CH$_4$BN has $6+4+5+7=22$ electrons, as many as C$_3$H$_4$, and its isomers can be counted like hydrocarbons. If boron (as B$^-$), carbon and nitrogen (as N$^+$) each carry four bonds, the hydrogens and links fix all bond orders. Every isomer then has two units of unsaturation, either two $\pi$ bonds or one $\pi$ bond and a ring. Structures 1, 6 and 7 resemble propyne, 5 and 4 allene, 3 and 2 cyclopropene. Propyne and allene differ by only a kcal/mol or two (a rough recalled size), so the 50 kcal/mol spanned by the open chains here must depend on which atoms share the bonds.

CH$_4$BN isomers as neutral isolated molecules: r2SCAN-D4/def2-SVP single-point energies from Ansatz 0.2.0 (restricted Kohn-Sham, no search for lower SCF states) at minima optimised with GFN2-xTB in xtb 6.7.1. Both energy columns leave out zero-point energy, and links join the heavy atoms numbered in parentheses.

```csv
structure,"energy above the lowest, functional (kcal/mol)","energy above the lowest of its own list, GFN2-xTB (kcal/mol)","heavy atoms with their hydrogens, and links",spin multiplicity
1,0.00,0.00,"CH3(1) B(2) NH(3); links 1-2, 2-3",1
5,21.01,29.38,"CH2(1) B(2) NH2(3); links 1-2, 2-3",1
4,22.16,4.03,"CH2(1) BH2(2) N(3); links 1-3, 2-3",1
3,35.77,20.75,"CH2(1) BH(2) NH(3); links 1-2, 1-3, 2-3",1
6,45.63,38.27,"C(1) BH3(2) NH(3); links 1-2, 1-3",1
7,49.75,30.13,"CH(1) BH3(2) N(3); links 1-3, 2-3",1
2,56.22,39.92,"CH(1) BH2(2) NH(3); links 1-2, 1-3, 2-3",1
```

All rows are singlets, both energy columns are in kcal/mol above structure 1, and a link such as 1-2 joins the heavy atoms so numbered. The count that sorts the r2SCAN column is the number of $\pi$ bonds between boron and nitrogen: two in structure 1, one in 5, 4 and 3, none in 6, 7 and 2. No pair of rows falls out of order, and the means of the open chains climb by about 22 and then 26 kcal/mol. The two rings, which differ by one such bond, lie 20 apart, a step of similar size. The count rests on the links as drawn before relaxation, and only for structure 1 is it checked here against the relaxed shape, so a bond made or broken while another row relaxed would go unnoticed.

Structure 1 bears the count out. At the xTB minimum C–B–N–H is a straight line with a B–N distance of 1.24 Å and a bond order of 2.40, which is CH$_3$–B≡N–H rather than a bent imine. Boron uses two $sp$ hybrids for its $\sigma$ bonds and two $p$ orbitals for $\pi$ bonds, one of which is filled by what would be the lone pair of nitrogen. PBE0 keeps the straight line and finds no imaginary frequency, so the shape is a minimum there too, and the stable Hartree-Fock determinant supports the closed-shell picture.

Theory gives a reason why B–N is the best place for bond order. By Pauling's rule a bond A–B is as strong as the mean of A–A and B–B plus $(\chi_A-\chi_B)^2$ in eV, where $\chi$ is the electronegativity. Each atom keeps the same number of bonds in every isomer, so if $\pi$ bonds and dative bonds are priced like ordinary single bonds, the mean terms cancel and the ranking should follow $P=\sum n\,(\Delta\chi)^2$ over bonds of order $n$, with larger $P$ meaning lower energy. Boron and nitrogen are the least and most electronegative atoms present, so their bond earns most. No constant was fitted to the table, and the estimate was applied alike to all seven rows; the printed output after this text gives each row.

Structure 7, HC≡N→BH$_3$, is the opposite case: both $\pi$ bonds sit on C–N, and four-coordinate boron keeps a single dative bond to nitrogen. With rough recalled values $\chi=2.2$ (H), 2.0 (B), 2.5 (C) and 3.0 (N),

$$P_1 = 3(0.09)_{\rm CH}+0.64_{\rm NH}+0.25_{\rm BC}+3(1.00)_{\rm BN}=4.16,$$

$$P_7 = 0.09_{\rm CH}+3(0.04)_{\rm BH}+3(0.25)_{\rm CN}+1.00_{\rm BN}=1.96.$$

The difference of 2.20 eV, at 23 kcal/mol per eV, puts structure 7 about 51 kcal/mol above structure 1, against 49.75 in the table. The closeness should not be trusted, since rounding carbon to 2.6 moves the estimate to 63. What survives is the size: polarity can account for tens of kcal/mol.

Structure 5, H$_2$C=B=NH$_2$, is one case where the estimate fails. It arises from structure 1 by moving one hydrogen from carbon to nitrogen and one $\pi$ bond from B–N to B–C, and in $P$ the polar N–H bond repays most of the loss. The estimate gives 4 to 5 kcal/mol where the functional gives 21.01. A rule made for single bonds counts a $\pi$ bond like a $\sigma$ bond, and the misfit probably starts there. Structure 4, H$_2$C=N=BH$_2$, errs the other way by 10 to 18, so the near tie of 5 and 4 is matched by the count and missed by the estimate. Structure 6 is also put too high, by 10 to 21, and the estimate misorders four of the 21 pairs, all of them within the groups set by the count. The signs of the errors form a pattern: the estimate is too low for 5, 3 and 2, where nitrogen has one $\pi$ bond, and too high for 4, 6 and 7, where it has two, as in structure 1. Between nitrogen atoms a single bond is weak and $\pi$ bonds are strong, so trading a $\pi$ bond on nitrogen for a $\sigma$ bond plausibly costs energy that $P$ leaves out. That would explain the low estimates for 5, 3 and 2. Structures 4, 6 and 7 keep both $\pi$ bonds on nitrogen, and why they come out too high stays open.

In the r2SCAN column each ring tops its group, as angle strain in a three-membered ring would have it. Ring 3 lies about 14 to 15 kcal/mol above its two chains, and ring 2 about 6 to 11 above its own. These are not clean strain energies, because closing the ring also replaces a $\pi$ bond by a $\sigma$ bond and moves a hydrogen. The estimate leaves both rings too low, but it does so about as much for the chain 5, so that misfit does not isolate strain.

Other counts follow the order almost as well. The number of B–H bonds misorders three pairs, each containing a ring, and the number of neighbours of boron misorders none but puts 1 and 5 together across 21 kcal/mol. These counts are tied to one another and were picked with seven energies in view, so the table shows a correlation and the cause remains argued. The list is also incomplete, since some bond types were not drawn, and structure 1 is only the lowest of those in it. CH$_3$–N≡B–H, which has two B–N $\pi$ bonds as well, is missing, and whether it lies below structure 5, as the count demands, would be a fair test.

Order within a group is less secure. The 1.15 kcal/mol between 5 and 4 is a few per cent of the zero-point energy (33.8 for structure 1), which these small-basis single points at xTB geometries leave out, as they do a search for lower electronic states. Each structure was also run in one conformer only, so a lower one may have been missed. H$_3$B–C≡NH (6) lies 4.12 below 7 although free HNC lies above HCN; if real, this would mean that carbon binds BH$_3$ more strongly than nitrogen, which remains untested here.

GFN2-xTB keeps the three groups in order, though the gaps between them shrink to 4.03 and 0.75 kcal/mol. It swaps 5 with both 4 and 3, and 6 with 7, and it departs from the functional by 14 kcal/mol on average over the six upper rows. Neither column is a reference for the other, and the lowest isolated molecule need not persist, since small iminoboranes readily oligomerise. In practice, the number of B–N $\pi$ bonds is a first guess at which isomers of such a set to compute first and does not replace the energies, and gaps of a few kcal/mol stay undecided until a higher level with zero-point energy has been applied.

The analysis program printed:

```
Octet Lewis bond orders from the drawn links (B-, C, N+ with four bonds each)
 1 chain BC=1 BN=3 CN=0 CH=3 BH=0 NH=1 B neighbours=2
 5 chain BC=2 BN=2 CN=0 CH=2 BH=0 NH=2 B neighbours=2
 4 chain BC=0 BN=2 CN=2 CH=2 BH=2 NH=0 B neighbours=3
 3 ring  BC=1 BN=2 CN=1 CH=2 BH=1 NH=1 B neighbours=3
 6 chain BC=1 BN=0 CN=3 CH=0 BH=3 NH=1 B neighbours=4
 7 chain BC=0 BN=1 CN=3 CH=1 BH=3 NH=0 B neighbours=4
 2 ring  BC=1 BN=1 CN=2 CH=1 BH=2 NH=1 B neighbours=4
kcal/mol: functional, xTB, functional-xTB | Pauling estimate for chi(C)=2.5, 2.6, functional minus each
 1   0.00   0.00  +0.00 |   0   0   +0   +0
 5  21.01  29.38  -8.37 |   5   4  +16  +17
 4  22.16   4.03 +18.13 |  32  41  -10  -18
 3  35.77  20.75 +15.02 |  18  22  +17  +14
 6  45.63  38.27  +7.36 |  55  66  -10  -21
 7  49.75  30.13 +19.62 |  51  63   -1  -13
 2  56.22  39.92 +16.30 |  37  44  +19  +12
table rounding: 0.01 kcal/mol on a difference
order, functional: [1, 5, 4, 3, 6, 7, 2]  xTB: [1, 4, 3, 5, 7, 6, 2]
pairs swapped by xTB, of 21: ['5/4', '5/3', '6/7']
mean |functional-xTB| over six upper rows 14.13 kcal/mol
N linked to both B and C [4, 3, 7, 2]: shift 15.02 to 19.62
pairs out of order for each count, functional | xTB
 fewer B-N pi bonds: none | none
 more B-H bonds: ['4/3', '6/2', '7/2'] | ['5/4', '5/3', '4/3', '6/2', '7/2']
 more B neighbours: none | ['5/4', '5/3']
 Pauling 2.5: ['4/3', '6/7', '6/2', '7/2'] | ['5/4', '5/3', '4/3', '6/2', '7/2']
 Pauling 2.6: ['4/3', '6/7', '6/2', '7/2'] | ['5/4', '5/3', '4/3', '6/2', '7/2']
B-N pi bonds (2, 1, 0) [[1], [5, 4, 3], [6, 7, 2]] functional: spreads [0.0, 14.76, 10.59], gaps [21.01, 9.86]
B-N pi bonds (2, 1, 0) [[1], [5, 4, 3], [6, 7, 2]] xTB: spreads [0.0, 25.35, 9.79], gaps [4.03, 0.75]
B neighbours (2, 3, 4) [[1, 5], [4, 3], [6, 7, 2]] functional: spreads [21.01, 13.61, 10.59], gaps [1.15, 9.86]
B neighbours (2, 3, 4) [[1, 5], [4, 3], [6, 7, 2]] xTB: spreads [29.38, 16.72, 9.79], gaps [-25.35, 9.38]
chain means for 2, 1, 0 B-N pi bonds: 0.00 21.59 47.69; steps 21.59 26.10
E(4)-E(5): functional +1.15, xTB -25.35 kcal/mol
E(3)-E(5): functional +14.76, xTB -8.63 kcal/mol
E(3)-E(4): functional +13.61, xTB +16.72 kcal/mol
E(7)-E(6): functional +4.12, xTB -8.14 kcal/mol
E(2)-E(6): functional +10.59, xTB +1.65 kcal/mol
E(2)-E(7): functional +6.47, xTB +9.79 kcal/mol
E(2)-E(3): functional +20.45, xTB +19.17 kcal/mol
structure 1: C-B 1.54 A, B-N 1.24 A, C-B-N 180 deg, B-N-H 180 deg
structure 1: whole D4 term -0.45, PBE0 zero-point energy 33.8 kcal/mol
structure 1: PBE0 relaxation from the xTB geometry -0.09 kcal/mol
```
